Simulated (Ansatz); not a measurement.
# AlF3 (SMILES F[Al](F)F): the energy, rung by rung

The species is AlF3 (4 atoms), meant as a singlet with charge 0. As SMILES, `F[Al](F)F`. The shape was relaxed beforehand at wB97X-V/def2-SVP.

```xyz
4

F     0.8684   -0.7301    1.1923
Al   -0.0002    0.0002    0.0003
F    -1.4556   -0.6189   -0.4549
F     0.5874    1.3489   -0.7377
```

Each level gives the adiabatic ionisation energy (to the doublet cation, shapes relaxed at wB97X-V/def2-SVP, no zero-point term) (eV). The values are calculated.

```tsv
level	kind	program	value (eV)	CPU time (all runs)
HF/def2-TZVPP	Hartree–Fock	Ansatz	13.85	6.8 s
SVWN5/def2-TZVPP	LDA	Ansatz	13.93	2.3 s
PBE/def2-TZVPP	GGA	Ansatz	13.60	3.2 s
r2SCAN/def2-TZVPP	meta-GGA	Ansatz	13.80	6.2 s
B3LYP/def2-TZVPP	global hybrid	Ansatz	14.09	3.2 s
PBE0-D4/def2-TZVPP	global hybrid	Ansatz	14.02	3.4 s
CAM-B3LYP/def2-TZVPP	range-separated hybrid	Ansatz	14.31	4 s
B2PLYP/def2-TZVPP	double hybrid	Ansatz	14.26	6.5 s
RPA@PBE/def2-TZVPP	RPA	Ansatz	13.98	7.2 s
CCSD(T)/def2-TZVPP	coupled cluster or CI	Ansatz	14.48	75 s
```

The values span 13.60 to 14.48 eV. The coupled-cluster rows rest on a doubtful reference here (large T1 or Brueckner and Hartree–Fock orbitals at odds), and rows may lie in different states. Times are those of the runs behind each value, whatever else they computed, on shared processors of several kinds: orders of magnitude only.

All levels place the ionisation energy of AlF3 high, as expected for a strongly ionic fluoride. Aluminium has formally given up its valence electrons, so the electron leaves fluorine 2p lone-pair orbitals, held tightly by fluorine's large effective nuclear charge.

Exact exchange raises the value from 13.60 eV with PBE to 14.02 eV with PBE0-D4, probably because the semilocal functional overstabilises a hole spread over several fluorines. The rise does not continue to full exchange: Hartree–Fock gives only 13.85 eV, below every hybrid. It lacks the correlation energy that is lost when a lone pair is broken, which normally favours the neutral molecule. Exchange and correlation therefore both matter, and the fraction of exact exchange alone cannot order the methods.

The calculation supports a fluorine-centred ionisation well above that of atomic aluminium, but the spread is too wide to settle the threshold closely. Total energies alone do not reveal whether the relaxed cation keeps its hole on one fluorine or shares it.
